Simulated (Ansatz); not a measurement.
## Abstraction of H: C3H4 + C2H5OSi → C3H3 + C2H6OSi

Species: C3H4 (cyclopropene) `C1=CC1`, singlet; C2H5OSi `[H]/[C]=C/[SiH2]O`, doublet; C3H3 (cyclopropenyl radical) `[CH]1C=C1`, doublet; C2H6OSi `C=C[SiH2]O`, singlet. A radical takes H: the energy is the difference in strength between two C–H bonds in different surroundings.

Shapes, held fixed at every level: PBE0-D4/def2-TZVP. Flexible molecules stand in one conformer, not always the lowest. Programs: Ansatz 0.2.0. The zero-point and thermal change to 298 K, harmonic and unscaled (PBE0-D4/def2-TZVP), is +1.1 kJ/mol.

```tsv
level	kind	ΔH(298 K) (kJ/mol)	CPU time (sum over the molecules)
HF/def2-TZVPP	Hartree–Fock	-26.8	–
SPW92/def2-TZVPP	LDA	-34.5	14 s
B3LYP-D4/def2-TZVPP	global hybrid	-37.2	35 s
PBE0-D4/def2-TZVPP	global hybrid	-36.1	28 s
wB97M-V/def2-TZVPP	range-separated hybrid	-35.8	94 s
wB97X-V/def2-TZVPP	range-separated hybrid	-38.5	70 s
B2PLYP/def2-TZVPP	double hybrid	-36.3	46 s
```

B2PLYP/def2-TZVPP gives ΔH(298 K) = -36.3 kJ/mol; the levels span -38.5 to -26.8. The median of the levels is -36.1. No measured value is set beside it here. Spin contamination: C2H5OSi (⟨S²⟩ up to 0.92). Open shells run unrestricted. Times are processor times on shared x86 and Arm servers, and rough.

Every level makes hydrogen transfer from cyclopropene to the vinylic radical exothermic, so the C–H bond formed in the vinylsilanol is stronger than the ring CH₂ bond that is broken. The reactant radical holds its unpaired electron in an in-plane, s-rich σ orbital, nearly orthogonal to the π bond and thus barely delocalised; capping it restores a strong sp² C–H bond. The silyl group sits on the neighbouring carbon and probably matters little.

The driving force is nevertheless modest for a formally allylic C–H donor. In the cyclopropenyl radical the third π electron must enter an antibonding ring orbital, so the molecule distorts and gains much less than an open allyl radical would. The small ring also gives the broken C–H bond extra s character, which strengthens it.

The density functionals agree closely, while Hartree–Fock is distinctly less exothermic, probably because it treats correlation unevenly between the vinylic radical and its closed-shell product. The exothermicity says nothing about the barrier, and so nothing about how fast the abstraction would compete with addition to the strained double bond.
